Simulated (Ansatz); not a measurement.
A ladder of methods for BH (SMILES [BH])

The species is BH (2 atoms), meant as a singlet with charge 0. SMILES: `[BH]`. The bond length is the measured one. The run starts from this shape.

```xyz
2

B     0.0000    0.0000    0.0000
H     0.0000    0.0000    1.2324
```

Quantity: the adiabatic ionisation energy (to the doublet cation, no zero-point term), in eV. The values are calculated.

```tsv
level	kind	program	value (eV)	less CCSD(T)/def2-TZVP	CPU time (all runs)
SVWN5/def2-TZVP	LDA	Ansatz	9.67	-0.04	1 s
PBE-D3(BJ)/def2-TZVP	GGA	Ansatz	9.57	-0.14	1.8 s
r2SCAN/def2-TZVP	meta-GGA	Ansatz	9.35	-0.36	2.9 s
B3LYP-D4/def2-TZVP	global hybrid	Ansatz	9.70	-0.01	1.7 s
wB97X-V/def2-TZVP	range-separated hybrid	Ansatz	9.63	-0.08	4.3 s
CCSD(T)/def2-TZVP	coupled cluster or CI	Ansatz	9.71	0.00	6.7 s
```

CCSD(T)/def2-TZVP is the highest level here, not the true value. The values span 9.35 to 9.71 eV. Times are those of the runs behind each value, whatever else they computed, on shared processors of several kinds: orders of magnitude only.

Every functional places the ionisation energy at or below the coupled-cluster value, but the error does not shrink steadily up the ladder: LDA lies closer than PBE, and r2SCAN is the clear outlier at 9.35 eV. The electron leaves the 3σ orbital, essentially a boron lone pair of mixed 2s-2p character pointing away from hydrogen. Because this orbital contributes little to the B–H bond, ionisation should alter the bond length only slightly, and the differences between methods probably reflect electronic energies more than geometry.

Ionisation also breaks up a correlated pair. In neutral BH that pair is stabilised by mixing with the low-lying empty boron 2p π orbitals, and underestimating this stabilisation would make the electron too easy to remove, which may contribute to the low values. The near-coincidence of B3LYP and LDA with coupled cluster suggests cancellation of errors between molecule and cation, not an equally good description of both. Since pair correlation converges slowly with basis size, the coupled-cluster value itself would probably rise somewhat in a larger basis.
